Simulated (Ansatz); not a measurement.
## CH5Al (SMILES [CH3][AlH2]): the energy, rung by rung

CH5Al: 7 atoms, total charge 0, spin state singlet. As SMILES, `[CH3][AlH2]`. The coordinates come from a PBE0-D4/def2-TZVP relaxation.

```tsv
atom	x (Å)	y (Å)	z (Å)
C	-0.4485	-0.6956	-0.3555
Al	0.5629	0.7783	0.4247
H	-1.0631	-1.2196	0.3808
H	-1.1344	-0.3064	-1.1182
H	0.1934	-1.4255	-0.8556
H	0.0160	1.5493	1.7034
H	1.9348	1.2516	-0.2254
```

Quantity: the energy change with the C1–H4 bond stretched from 1.097 to 1.646 Å, in eV. The values are calculated.

```
                       level                    kind  program  value (eV)  less FCI/STO-3G  CPU time (all runs)
      HF/STO-3G (restricted)            Hartree–Fock   Ansatz        3.37            +0.96                0.2 s
   SVWN5/STO-3G (restricted)                     LDA   Ansatz        2.59            +0.18                1.6 s
    BLYP/STO-3G (restricted)                     GGA   Ansatz        2.36            -0.05                2.6 s
    PBE0/STO-3G (restricted)           global hybrid   Ansatz        2.77            +0.36                2.5 s
 wB97M-V/STO-3G (restricted)  range-separated hybrid   Ansatz        2.77            +0.36                 43 s
 RPA@PBE/STO-3G (restricted)                     RPA   Ansatz        2.38            -0.03                3.6 s
     MP2/STO-3G (restricted)     perturbation theory   Ansatz        2.77            +0.36               0.22 s
CCSDT(Q)/STO-3G (restricted)   coupled cluster or CI   Ansatz        2.41             0.00               0.75 s
   CCSDT/STO-3G (restricted)   coupled cluster or CI   Ansatz        2.42            +0.01               0.58 s
                  FCI/STO-3G      exact in the basis   Ansatz        2.41             0.00                 26 s
```

FCI/STO-3G is exact within its basis and frozen core, so for wave-function methods in that basis the difference is their error; functionals converge differently with the basis, so for them it is only a difference. A spin-restricted reference rises too steeply as a bond breaks; here HF/STO-3G lie well above the multireference or unrestricted value. The first shape isn't each level's own minimum. The values span 2.36 to 3.37 eV. All rows use very small basis sets, so none should be taken for the real molecule's value. Times are those of the runs behind each value, whatever else they computed, on shared processors of several kinds: orders of magnitude only.

Correlation lowers the cost of stretching this C–H bond substantially, from 3.37 eV in Hartree–Fock to 2.41 eV in FCI. As the bond lengthens, its σ and σ* orbitals draw closer in energy, and the doubly excited configuration is needed to keep the two electrons on separate fragments. A single closed-shell determinant instead retains too much ionic character. MP2 recovers over half of the correction, but second order is not enough for this growing left–right correlation. CCSDT already captures nearly all of it, so connected quadruples matter little at this extension.

Among the functionals, the two hybrids lie above BLYP and SVWN5, probably in part because exact exchange brings back some of the Hartree–Fock steepness, whereas semilocal exchange mimics some left–right correlation. The closeness of BLYP and RPA to FCI therefore doesn't establish general accuracy, and the agreement of MP2 with both hybrids at 2.77 eV is probably coincidental. A single stretched geometry gives neither the dissociation energy nor the point at which the coupled-cluster treatment might begin to fail.
